\section*{Why H$^-$ holds its second electron in only one state}

The ion H$^-$ is the prototype of the $D^-$ centre, a shallow donor that has captured a second electron. We take a fixed nucleus, no magnetic field and atomic units: $E_h=27.2$~eV, $a_0=0.0529$~nm. For one isotropic valley with typical GaAs inputs, $m^*=0.067$ and $\varepsilon_r=12.9$, the units become $E_h m^*/\varepsilon_r^2=11.0$~meV and $a_0\varepsilon_r/m^*=10.2$~nm. The Hamiltonian is
\begin{equation}
H=h_1+h_2+\frac{1}{r_{12}},\qquad h=-\tfrac12\nabla^2-\frac{Z}{r}.
\end{equation}
For $Z>1$ a distant electron sees $-(Z-1)/r$. In an orbital of size $R$ this attraction scales as $1/R$ and beats the kinetic energy, which scales as $1/R^2$, so infinitely many $1snl$ levels exist. For $Z=1$ the core is neutral, and we count $^1S$ levels below the H($1s$) threshold $-\tfrac12$.

\subsection*{Estimate by hand}
The outer electron polarises the atom, whose polarisability is $\alpha=9/2$, and feels $-\alpha/2r^4=-9/4r^4$. Soften this at the atomic size $d$: $V=-\alpha/[2(r^2+d^2)^2]$. The zero-energy $s$ wave is
\begin{equation}
u=\sqrt{r^2+d^2}\,\sin[\beta\arctan(r/d)],\qquad \beta^2=1+\alpha/d^2,
\end{equation}
and each node marks one bound level, so level $n$ appears at $\beta=2n$. Let $1/\mu_n$ be the factor by which the potential must be multiplied to bind level $n$, which is thus bound if $\mu_n>1$:
\begin{equation}
\mu_n=\frac{\alpha}{d^2(4n^2-1)} .
\end{equation}
With $d\approx1$, $\mu_1=1.5$ and $\mu_2=0.30$: one level. It is lost for $d>1.22$, whereas a second needs $d<0.55$.

\subsection*{Careful calculation}
\emph{At least one level.} Take Chandrasekhar's function $e^{-ar_1-br_2}+e^{-br_1-ar_2}$ (1944). With $S^2=64(ab)^3/(a+b)^6$ and $J=ab(a^2+3ab+b^2)/(a+b)^3$,
\begin{equation}
E=\frac{\tfrac12(a^2+b^2)-(a+b)+J+S^2\left[ab-\tfrac{11}{16}(a+b)\right]}{1+S^2}.
\end{equation}
At $a=1.04$, $b=0.28$, $E=-0.5133$, a variational upper bound below $-\tfrac12$. The binding is at least $0.0133\,E_h=0.36$~eV, or $0.15$~meV in the GaAs model. As typical knowledge, the real binding of H$^-$ is about twice this, because the function lacks angular correlation, and the scaled model value is low by the same factor.

\emph{At most one level.} Following the idea of Hill (1977), we bound $1/r_{12}$ from below by projecting on the normalised $1s$ orbital $\phi$, with $P=|\phi\rangle\langle\phi|$. Take real singlet functions orthogonal to $\phi(1)\phi(2)$:
\begin{equation}
\psi=\frac{\phi(1)\chi(2)+\chi(1)\phi(2)}{\sqrt2}+\psi_Q,\qquad \chi\perp\phi,
\end{equation}
where $\psi_Q$ has neither electron in $1s$. Since $h_1+h_2$ does not couple the two parts and is at least $-\tfrac18-\tfrac18$ on $\psi_Q$, we have $\langle\psi|h_1+h_2+\tfrac12|\psi\rangle\ge\langle\chi|h|\chi\rangle$. Completing the square gives, for any $\eta$,
\begin{equation}
\langle\psi|r_{12}^{-1}|\psi\rangle\ge2\langle\eta|\psi\rangle-\langle\eta|r_{12}|\eta\rangle .
\end{equation}
Choose $\eta=[\phi(1)\xi(2)+\xi(1)\phi(2)]/\sqrt2$ with $\xi\perp\phi$, so that $\langle\eta|\psi\rangle=\langle\xi|\chi\rangle$. The direct part of $\langle\eta|r_{12}|\eta\rangle$ is $\langle\xi|W|\xi\rangle$, where
\begin{equation}
W(r)=\int\phi^2(\mathbf r')\,|\mathbf r-\mathbf r'|\,d^3r'=r+\frac1r-e^{-2r}\left(\frac12+\frac1r\right).
\end{equation}
The exchange part is not positive, because $\phi\xi$ integrates to zero and $|\mathbf r|$ has the Fourier transform $-8\pi/k^4$. Dropping it preserves the inequality. Put $\xi=\zeta/W$, $\zeta=\chi+c\phi$, with $c$ fixed by $\xi\perp\phi$. The repulsion is then at least $\langle\zeta|W^{-1}|\zeta\rangle$, and $\langle\chi|h|\chi\rangle=\langle\zeta|h+\tfrac12P|\zeta\rangle$. Hence
\begin{equation}
\langle\psi|H+\tfrac12|\psi\rangle\ge\langle\zeta|L|\zeta\rangle,\qquad L=-\tfrac12\nabla^2+\tfrac12P-q,\qquad q=\frac1r-\frac1W>0 .
\end{equation}
Two levels below $-\tfrac12$ would have a combination orthogonal to $\phi(1)\phi(2)$ with a negative left side, so $L\ge0$ allows at most one.

By the Birman--Schwinger principle, $L\ge0$ if the largest eigenvalue $\mu$ of $K=q^{1/2}Gq^{1/2}$ is below 1, where $G=(-\tfrac12\nabla^2+\tfrac12P)^{-1}$. This $\mu$ is the counterpart of $\mu_2$. For radial $s$ functions the free kernel is $G_0=2\min(r,r')$. It maps the $1s$ function $u_1=2re^{-r}$ to $4s$, with $s=2-(r+2)e^{-r}$, and $\langle u_1|4s\rangle=10$. Inverting the rank-one term gives
\begin{equation}
G=2\min(r,r')-\frac{16\,s(r)s(r')}{2+10}.
\end{equation}
Then $\mu^2\le\mathrm{Tr}K^2=A-2B+C^2$, and numerical quadrature yields
\begin{align}
A&=8\int_0^\infty dr\,q(r)\int_0^r dr'\,r'^2q(r')=2.77,\\
B&=\tfrac83\int_0^\infty dt\left[\int_t^\infty qs\,dr\right]^2=1.83,\qquad C=\tfrac43\int_0^\infty qs^2dr=1.19 .
\end{align}
So $\mathrm{Tr}K^2=0.53$ and $\mu\le0.73<1$: the $^1S$ sector holds exactly one level. For singlets with orbital angular momentum $l\ge1$ the term $P$ drops out and $r^2q\le1/W\le2/3$, so $q$ stays under the centrifugal barrier $l(l+1)/2r^2$ and nothing binds. For triplets the exchange part changes sign and this short argument fails, but Hill's full proof excludes them too.

\subsection*{Why 0.30 and 0.73 differ}
Both routes count one level. The estimate guesses a strength, while 0.73 is a ceiling for a deliberately over-attractive operator. Compare squares, $0.09$ against $0.53$.

First, the trace adds all higher levels. In the hand model $\sum_{n\ge2}\mu_n^2=0.12$, a small shift.

Second, $q$ reaches further. It replaces the average of $1/r_{12}$ by the inverse of the average of $r_{12}$, so $q\to1/r^3$, which exceeds $9/4r^4$ beyond $r=9/4$. Let $\lambda_n$ be the eigenvalues of $q^{1/2}G_0q^{1/2}$, that is, the strengths $\mu_n$ of the bare potential $-q$. Their sum is $2\int rq\,dr=2.91$, against $\sum\mu_n=2.25$, and the region $r>3$ supplies $0.64$ against $0.225$. The Rayleigh quotient of $q^{1/2}s$ gives $\lambda_1\ge B/C=1.53$, and $\lambda_1\le\sqrt A$. The excess therefore sits mostly in the diffuse higher levels: their sum is at least $2.91-\sqrt{2.77}=1.25$, against $0.75$, and their squares add to at most $2.77-1.53^2=0.43$.

Third, the finite penalty $\tfrac12P$ removes the lowest level imperfectly, since $\phi$ is not its shape. This costs at least the step from $0.43$ to $0.53$.

The estimate has its own gap. It omits exchange and the static attraction $-(1+1/r)e^{-2r}$ of the neutral atom, worth $1.5$ in the measure $2\int r|V|\,dr$, which rivals the $2.25$ kept, while it lets polarisation act deep inside the atom. The single length $d$ absorbs all of this, so the closeness of $1.5$ to $1.53$ is partly luck, and only the variational function secures the first level.